\textbf{Question.} I pass a few amperes of direct current through a straight nichrome wire in room air. It gets hot enough to cut foam, and since the heat is produced throughout the metal and can leave only through the surface, the centre must be hotter than the skin. How much hotter? My textbook gives separate formulas for a plate, a rod and a ball. Is there one derivation that covers all three, what does it assume, and which temperature do I see if I infer it from the wire's resistance?

\textbf{Answer.} One derivation covers all three shapes. For a half-millimetre wire at 3 A the model below puts the centre about a quarter of a kelvin above a surface that is several hundred kelvin above the air.

\section*{Premises and notation}

The index $n$ labels the geometry. For $n=1$ the body is a slab of thickness $2R$, unbounded sideways, and $r$ is the distance from its mid-plane. For $n=2$ it is a long solid cylinder of radius $R$, and $r$ is the distance from the axis. For $n=3$ it is a solid sphere of radius $R$, and $r$ is the distance from the centre. Units are SI. The premises are these.

\begin{enumerate}
\item Steady state: no temperature changes in time.
\item Fourier's law, $\mathbf{q}''=-k\nabla T$, with a uniform, isotropic and constant conductivity $k$ (W\,m$^{-1}$\,K$^{-1}$). The solid is opaque, so conduction is the only transport inside it.
\item Heat is generated at a uniform rate $q>0$ per unit volume (W\,m$^{-3}$), with no concentrated source at $r=0$.
\item The surface loses heat by Newton's law of cooling, $q''_s=h\,(T_s-T_\infty)$, with the same coefficient $h>0$ (W\,m$^{-2}$\,K$^{-1}$) and the same ambient temperature $T_\infty$ everywhere on it. For the slab this means both faces. $T_s$ is the surface temperature, and flux is counted positive outwards.
\item Edges and ends are far away, so nothing depends on the coordinates along the slab or the cylinder.
\end{enumerate}

\section*{Step 1: geometry}

Consider the region within distance $r$ of the centre: a layer of thickness $2r$ and face area $S$, a rod of radius $r$ and length $L$, or a ball. The area through which heat can leave it and its volume are
\begin{equation}
A(r)=c_n r^{\,n-1},\qquad V(r)=\int_0^r A(s)\,ds=\frac{c_n r^{\,n}}{n},\tag{1}
\end{equation}
with $c_1=2S$ (two faces), $c_2=2\pi L$ and $c_3=4\pi$. The shape enters what follows only through $V(r)/A(r)=r/n$.

\section*{Step 2: energy balance gives the flux}

The body, the source and the boundary condition are all symmetric, so I look for a solution $T(r)$; Step 5 shows that there is no other. In such a solution the flux is directed along $r$, and by premise 5 none crosses the cut edges of the layer or the cut ends of the rod. In steady state the region stores nothing, so what is generated inside leaves through $A(r)$:
\begin{equation}
A(r)\,q''(r)=q\,V(r)\quad\Longrightarrow\quad q''(r)=\frac{q\,r}{n}.\tag{2}
\end{equation}
Neither $k$ nor $h$ has been used, so the flux is fixed by conservation and symmetry alone.

The differential form says the same. Applying the balance to a shell between $r$ and $r+dr$ and inserting Fourier's law gives
\begin{equation}
\frac{1}{r^{\,n-1}}\frac{d}{dr}\!\left(r^{\,n-1}\,k\,\frac{dT}{dr}\right)+q=0.\tag{3}
\end{equation}
Multiplying by $r^{n-1}$ and integrating once yields $-k\,dT/dr=qr/n+B/r^{\,n-1}$. The extra term carries the power $c_nB$ through every surface $A(r)$, however small $r$ is. It therefore describes a sheet, line or point source at the centre, with a temperature contribution proportional to $r$ (a kink at the mid-plane), $\ln r$ or $1/r$. Premise 3 excludes such a source, so $B=0$ and (2) is recovered.

\section*{Step 3: Fourier's law gives the interior profile}

Setting $-k\,dT/dr=qr/n$ and integrating from $r$ out to the surface, with $k$ constant,
\begin{equation}
T(r)-T_s=\int_r^R\frac{q\,s}{nk}\,ds=\frac{q\,(R^2-r^2)}{2nk}.\tag{4}
\end{equation}
The profile is a parabola in every geometry, with its maximum at the centre. Call the central rise
\begin{equation}
\Delta\equiv T(0)-T_s=\frac{qR^2}{2nk},\qquad T(r)-T_s=\Delta\left(1-\frac{r^2}{R^2}\right).\tag{5}
\end{equation}

\section*{Step 4: the surface condition fixes the level}

At $r=R$ the conducted flux (2) must equal the loss of premise 4, since the surface neither stores nor produces heat:
\begin{equation}
h\,(T_s-T_\infty)=\frac{qR}{n}.\tag{6}
\end{equation}
Adding (4) and (6),
\begin{equation}
T(r)-T_\infty=\frac{q\,(R^2-r^2)}{2nk}+\frac{qR}{nh}.\tag{7}
\end{equation}
The first term does not contain $h$ and the second does not contain $k$. Cooling the surface harder shifts the whole parabola down without changing its shape, and a better conductor flattens the parabola without changing $T_s$. The ratio of the two rises is
\begin{equation}
\frac{\Delta}{T_s-T_\infty}=\frac{hR}{2k}=\frac{\mathrm{Bi}}{2},\qquad \mathrm{Bi}\equiv\frac{hR}{k},\tag{8}
\end{equation}
for all $n$. The Biot number is defined here with $R$; the definition with the length $V/A=R/n$ is also common and is smaller by the factor $n$.

\section*{Step 5: uniqueness}

Let two steady fields obey premises 1 to 5, symmetric or not, and let $w$ be their difference. Then $\nabla^2w=0$ inside and $-k\,\partial_\nu w=hw$ on the surface, with $\partial_\nu$ the outward normal derivative. The divergence theorem applied to $kw\nabla w$ gives
\begin{equation}
\int k\,|\nabla w|^2\,dV=\oint k\,w\,\partial_\nu w\,dA=-\oint h\,w^2\,dA,\tag{9}
\end{equation}
where the cut edges and ends contribute nothing by premise 5. The left side cannot be negative and the right side cannot be positive, so both vanish. Hence $w$ is constant and is zero on the surface, so $w=0$ and (7) is the only solution.

\section*{Step 6: the volume mean}

The fraction of the volume lying between $r$ and $r+dr$ is $A(r)\,dr/V(R)=n\,r^{\,n-1}dr/R^{\,n}$. The mean of $r^2$ is then
\begin{equation}
\langle r^2\rangle=\frac{n}{R^{\,n}}\int_0^R r^{\,n+1}\,dr=\frac{n}{n+2}\,R^2,\tag{10}
\end{equation}
and averaging (5),
\begin{equation}
\langle T\rangle-T_s=\Delta\left(1-\frac{n}{n+2}\right)=\frac{2\Delta}{n+2}=\frac{qR^2}{n(n+2)k}.\tag{11}
\end{equation}
The mean rise is $2/3$, $1/2$ and $2/5$ of the central rise for slab, cylinder and sphere. The fraction falls with $n$ because more of the volume lies near the cool surface. The local temperature equals the mean where $r^2=\langle r^2\rangle$, at $r/R=\sqrt{n/(n+2)}$.

\begin{center}
\begin{tabular}{lccc}
 & slab & cylinder & sphere\\ \hline
$T_s-T_\infty$ & $qR/h$ & $qR/2h$ & $qR/3h$\\
$T(0)-T_s$ & $qR^2/2k$ & $qR^2/4k$ & $qR^2/6k$\\
$\langle T\rangle-T_s$ & $qR^2/3k$ & $qR^2/8k$ & $qR^2/15k$\\
mean/central & $2/3$ & $1/2$ & $2/5$\\
$r/R$ where $T=\langle T\rangle$ & 0.577 & 0.707 & 0.775
\end{tabular}
\end{center}

\section*{Step 7: thermal resistances}

The total power is $P=qV(R)=qAR/n$ with $A=A(R)$. Dividing each temperature step by $P$,
\begin{equation}
\frac{T(0)-T_s}{P}=\frac{R}{2kA},\qquad \frac{\langle T\rangle-T_s}{P}=\frac{R}{(n+2)kA},\qquad \frac{T_s-T_\infty}{P}=\frac{1}{hA}.\tag{12}
\end{equation}
The last is an ordinary resistance, since all of $P$ crosses the surface. The first two are effective ones: the power crossing $A(r)$ grows as $r^n$, so they hold for a uniform source only, and they are alternatives, to be put in series with $1/hA$ one at a time according to which temperature is wanted. For the cylinder $A=2\pi RL$, and with $P'=P/L$ the power per unit length,
\begin{equation}
T(0)-T_s=\frac{P'}{4\pi k},\qquad \langle T\rangle-T_s=\frac{P'}{8\pi k},\qquad T_s-T_\infty=\frac{P'}{2\pi Rh}.\tag{13}
\end{equation}
At given $P'$ the internal rise of a wire does not depend on its radius.

\section*{The source in a wire with direct current}

In steady state $\nabla\times\mathbf{E}=0$. With nothing depending on the axial coordinate $z$, the radial and azimuthal components of this equation state that $E_z$ has no derivative across the section, so the axial field is uniform. What symmetry and electrostatics make uniform is the field; the current density is $J=E_z/\rho_e$ with $\rho_e$ the local electrical resistivity, and the Joule heat is $q=E_z^2/\rho_e$. If $\rho_e$ is uniform then so are $J$ and $q$, and
\begin{equation}
q=\rho_eJ^2=\frac{\rho_eI^2}{\pi^2R^4},\qquad P'=\frac{\rho_eI^2}{\pi R^2}.\tag{14}
\end{equation}
The Thomson heat is proportional to $\mathbf{J}\cdot\nabla T$, which vanishes because the current is axial and the gradient transverse.

This also settles which temperature the resistance reports. The filaments of the wire are in parallel, so $I=E_z\int dS_\perp/\rho_e(T)$ over the cross-section. Expand $1/\rho_e$ about $\langle T\rangle$. The linear term integrates to zero, because for a long cylinder the mean over the section is the volume mean. To first order in the internal variation the resistance per unit length is $\rho_e(\langle T\rangle)/\pi R^2$. A resistance measurement away from the ends reads $\langle T\rangle$, which lies $\Delta/2$ above the surface.

\section*{The surface of a hot wire in air}

A hot wire loses heat by convection and by radiation, and premise 4 needs care. For a grey surface of emissivity $\varepsilon$ in large surroundings whose walls are at the air temperature, the balance (6) becomes
\begin{equation}
h_c\,(T_s-T_\infty)+\varepsilon\sigma\,(T_s^4-T_\infty^4)=\frac{qR}{n},\tag{15}
\end{equation}
with $h_c$ the convective coefficient, $\sigma$ the Stefan--Boltzmann constant and absolute temperatures. For constant $h_c$ the left side is zero at $T_s=T_\infty$ and rises without bound, so there is exactly one root. Factorising the difference of fourth powers,
\begin{equation}
h=h_c+h_r,\qquad h_r=\varepsilon\sigma\,(T_s^2+T_\infty^2)(T_s+T_\infty).\tag{16}
\end{equation}
Since $T_s$ is one number for the whole surface, (7) remains exact when $h$ is evaluated at the root of (15). It then no longer gives $T_s$ explicitly, and the rise is no longer proportional to $q$. The interior results (4), (5) and (11) are untouched. The response to small changes is governed by the slope of the left side of (15),
\begin{equation}
h_d=h_c+4\varepsilon\sigma T_s^3,\tag{17}
\end{equation}
written for fixed $h_c$.

\section*{Range of validity}

\emph{Conductivity depending on temperature.} Equation (2) still holds, and separating variables in $-k(T)\,dT/dr=qr/n$ gives the Kirchhoff form
\begin{equation}
\int_{T_s}^{T(r)}k(T)\,dT=\frac{q\,(R^2-r^2)}{2n}.\tag{18}
\end{equation}
For $k=k_s(1+b\theta)$, with $\theta=T-T_s$ and $\Delta$ computed from $k_s$, the centre obeys $\theta_0+b\theta_0^2/2=\Delta$, so $\theta_0=(\sqrt{1+2b\Delta}-1)/b\approx\Delta(1-b\Delta/2)$. Constant $k$ requires $|b|\Delta\ll1$, with $k$ taken at the operating temperature.

\emph{Source depending on temperature.} Let $\rho_e$ rise by the fraction $\beta>0$ per kelvin, so that across the section $q=q_s(1-\beta\theta)$ to first order, $q_s$ being the value at the surface. In (3) with $n=2$ put $u=1-\beta\theta$. Then $u''+u'/r=m^2u$ with $m^2=q_s\beta/k$ and $u(R)=1$, and the solution regular on the axis is $u=I_0(mr)/I_0(mR)$, with $I_0$ the modified Bessel function. Using $I_0(x)=1+x^2/4+x^4/64+\dots$ one has $1-1/I_0(x)=x^2/4-3x^4/64+\dots$, and $(mR)^2=4\beta\Delta$ when $\Delta$ is computed from $q_s$, so
\begin{equation}
\theta_0=\frac{1}{\beta}\left[1-\frac{1}{I_0(mR)}\right]\approx\Delta\left(1-\tfrac34\beta\Delta\right).\tag{19}
\end{equation}
The condition is $\beta\Delta\ll1$. A separate condition concerns the wire as a whole at fixed current, where heating raises the generated flux by $\beta qR/2$ per kelvin. The steady state is stable against a uniform temperature change if this is less than $h_d$.

\emph{Uneven cooling round the wire.} Free convection does not cool a horizontal wire evenly; the flux is typically larger underneath than on top, where the plume leaves. Let the actual surface flux be $(qR/2)(1+a\cos\varphi)$, with $\varphi$ measured from the bottom. Its mean is fixed by the energy balance. The problem is linear, so the extra term adds a solution of Laplace's equation, regular on the axis and proportional to $r\cos\varphi$. Matching $-k\,\partial T/\partial r$ at $r=R$ fixes its coefficient as $-aqR/2k=-2a\Delta/R$, and
\begin{equation}
T(r,\varphi)-\bar T_s=\Delta\left(1-\frac{r^2}{R^2}-2a\,\frac{r}{R}\cos\varphi\right),\tag{20}
\end{equation}
with $\bar T_s$ the mean over the perimeter. The top of the wire is hotter than the bottom by $4a\Delta$, which rivals $\Delta$ for quite modest $a$. For $a<1$ the hottest point moves up to $r=aR$, where the rise is $\Delta(1+a^2)$. A harmonic $a_j\cos j\varphi$ in the flux adds $-(2a_j\Delta/j)(r/R)^j\cos j\varphi$ in the same way. All these terms vanish on the axis and average to zero round every circle. So (4), (5) and (11) stay exact for the temperature averaged over angle, with $T_s$ read as $\bar T_s$. In (6), $h$ becomes the perimeter mean, up to a relative correction of order $a^2\,\mathrm{Bi}$ from the correlation between the variations of $h$ and of the surface temperature.

\emph{Ends.} For $\mathrm{Bi}\ll1$ a slice of wire is nearly isothermal at $T_\infty+\vartheta(z)$, and its balance per unit volume is $k\vartheta''-2h\vartheta/R+q=0$. For constant $h$ and a clamp held at $T_\infty$ at $z=0$,
\begin{equation}
\vartheta(z)=\frac{qR}{2h}\left(1-e^{-z/\ell}\right),\qquad \ell=\sqrt{\frac{kR}{2h}}=\frac{R}{\sqrt{2\,\mathrm{Bi}}}.\tag{21}
\end{equation}
The surface flux $h\vartheta$, and with it the height of the radial parabola, carry the same factor. Both are within one per cent of their values in (7) beyond $z=\ell\ln100=4.6\,\ell$. The length that matters is $\ell$, which for small Bi is many radii. In the end zones the Thomson heat no longer vanishes; relative to $q$ it is at most $|\mu_T|\,(T_s-T_\infty)/(\ell E_z)$, with $\mu_T$ the Thomson coefficient.

\emph{Time.} With $C$ the heat capacity per unit volume, the interior profile adjusts to the instantaneous surface flux in a time of order $CR^2/k$. For constant $h$ the level settles with the lumped time constant $\tau=CR/(nh)$, from heat capacity $CV$ times resistance $1/hA$, which is longer by the factor $1/(n\,\mathrm{Bi})$. For $\mathrm{Bi}\ll1$ write $T=T_\infty+\vartheta(t)+\delta(r,t)$ with $\delta$ small. The lumped balance is $C\dot\vartheta=q-nh\vartheta/R$, so after switch-on from ambient $\vartheta=(qR/nh)(1-e^{-t/\tau})$. Inside, neglecting the heat stored in $\delta$, $k\nabla^2\delta=C\dot\vartheta-q=-nh\vartheta/R$, whose solution is a parabola of height $h\vartheta R/2k=\Delta(1-e^{-t/\tau})$. The heat is at first stored uniformly, and the central rise follows the surface flux, growing on the lumped time scale together with the level. With radiation the balance is nonlinear, and linearising it about the root of (15) shows that the final approach has the time constant $CR/(nh_d)$. For the wire at fixed current the feedback $\beta qR/2$ is to be subtracted from $h_d$. Steady state means waiting several times the longer of the diffusive and the lumped time.

\emph{Other limits.} The current must be direct, or alternating slowly enough that the skin depth far exceeds $R$. A coating of thickness $t\ll R$ and conductivity $k_c$ adds a step $(qR/n)\,t/k_c$ in series. A coiled wire is heated by its neighbouring turns and has a smaller effective $h$ than a straight one. Fourier's law needs $R$ much larger than the mean free paths of the heat carriers, which is no constraint for an alloy wire of visible size.

\section*{Numerical illustration}

Take a straight, bare, horizontal 80/20 nickel--chromium wire of diameter 0.50 mm ($R=0.25$ mm) carrying $I=3.0$ A in still air, with air and walls at $T_\infty=293$ K. The other inputs are approximate typical values for the operating temperature: $\rho_e\approx1.12\times10^{-6}\ \Omega$\,m, $k\approx17$ W\,m$^{-1}$\,K$^{-1}$, $\varepsilon\approx0.7$ for an oxidised surface, and $h_c\approx70$ W\,m$^{-2}$\,K$^{-1}$. This $h_c$ is large compared with that of a wall or a pipe in still air because the wire is thin. With an air conductivity of about 0.039 W\,m$^{-1}$\,K$^{-1}$ at the film temperature it corresponds to a Nusselt number $2Rh_c/k_{\rm air}=0.90$. Intermediate values are carried unrounded and are shown with a third or fourth figure only so that the arithmetic can be followed.

The section is $\pi R^2=0.1963$ mm$^2$, so $J=15.3$ A\,mm$^{-2}$, the resistance is 5.70 $\Omega$\,m$^{-1}$ and $E_z=17.1$ V\,m$^{-1}$. From (14) and (2),
\begin{equation}
P'=51.3\ \mathrm{W\,m^{-1}},\qquad q=2.61\times10^{8}\ \mathrm{W\,m^{-3}},\qquad \frac{qR}{2}=32.7\ \mathrm{kW\,m^{-2}}.\tag{22}
\end{equation}
The root of (15) is $T_s=658$ K, or 385 $^\circ$C, a rise of 365 K. There $h_r=19.6$, $h=89.6$ and $h_d=115$ W\,m$^{-2}$\,K$^{-1}$. Radiation carries 22 per cent of the heat. Leaving it out would give a rise of 467 K, too high by 102 K, so it cannot be dropped.

Inside the metal, from (5) and (11) with $n=2$,
\begin{equation}
T(0)-T_s=0.24\ \mathrm{K},\qquad \langle T\rangle-T_s=0.12\ \mathrm{K},\tag{23}
\end{equation}
and the rise at $r=R/2$ is 0.18 K. The Biot number is $1.3\times10^{-3}$, and the central rise is the fraction $6.6\times10^{-4}$ of the surface rise, as (8) requires. The resistances for unit length in (13) are $4.7\times10^{-3}$ K\,m\,W$^{-1}$ from the axis to the surface, $2.3\times10^{-3}$ K\,m\,W$^{-1}$ from the mean to the surface, and 7.1 K\,m\,W$^{-1}$ from the surface to the room.

The neglected terms have the following sizes. With $b\approx1\times10^{-3}$ K$^{-1}$ and $\beta\approx1\times10^{-4}$ K$^{-1}$ as typical orders of magnitude, the central rise is lowered by the fractions $1.2\times10^{-4}$ and $1.8\times10^{-5}$. The feedback $\beta qR/2=3.3$ W\,m$^{-2}$\,K$^{-1}$ is far below $h_d$. An assumed oxide film 1 $\mu$m thick with $k_c\approx3$ W\,m$^{-1}$\,K$^{-1}$ adds 0.011 K. The angular term is the one that competes with the parabola. For an assumed $a=0.2$ the top is 0.19 K hotter than the bottom, nearly as much as $\Delta$, so (23) should be read as a statement about angular averages. The end length, estimated with $h$ held at its value for the hot section, is $\ell=4.9$ mm, so the results apply beyond about 22 mm from each clamp. For an assumed $|\mu_T|=10\ \mu$V\,K$^{-1}$ the Thomson heat reaches 4 per cent of $q$ at the clamp. With $C\approx4\times10^6$ J\,m$^{-3}$\,K$^{-1}$ the diffusive time $CR^2/k$ is about 15 ms. At that time after switch-on the wire has warmed by only $qt/C=0.96$ K and the central rise is still below $10^{-3}$ K. Level and parabola make their final approach to the steady state together, with the time constant $CR/2h_d=4.3$ s, or 4.5 s when the feedback is subtracted from $h_d$.

The level is much less certain than the shape. Differentiating (15), a change of an input shifts $T_s$ by the flux imbalance it causes divided by $h_d$. A 10 per cent change in $h_c$ moves $T_s$ by 22 K, a change of 0.1 in $\varepsilon$ by 9 K, and a 2 per cent change in $\rho_e$ by 6 K. A draught changes $h_c$ by much more than 10 per cent. The model's surface temperature is therefore 385 $^\circ$C give or take a few tens of kelvin, while its internal rise of 0.24 K depends only on $P'$ and $k$ and is as good as those two inputs. Both numbers belong to the model with these assumed inputs. In it the centre, the skin and the mean temperature read from the resistance agree to a quarter of a kelvin, and the temperature of the wire is set by the air and the surface finish.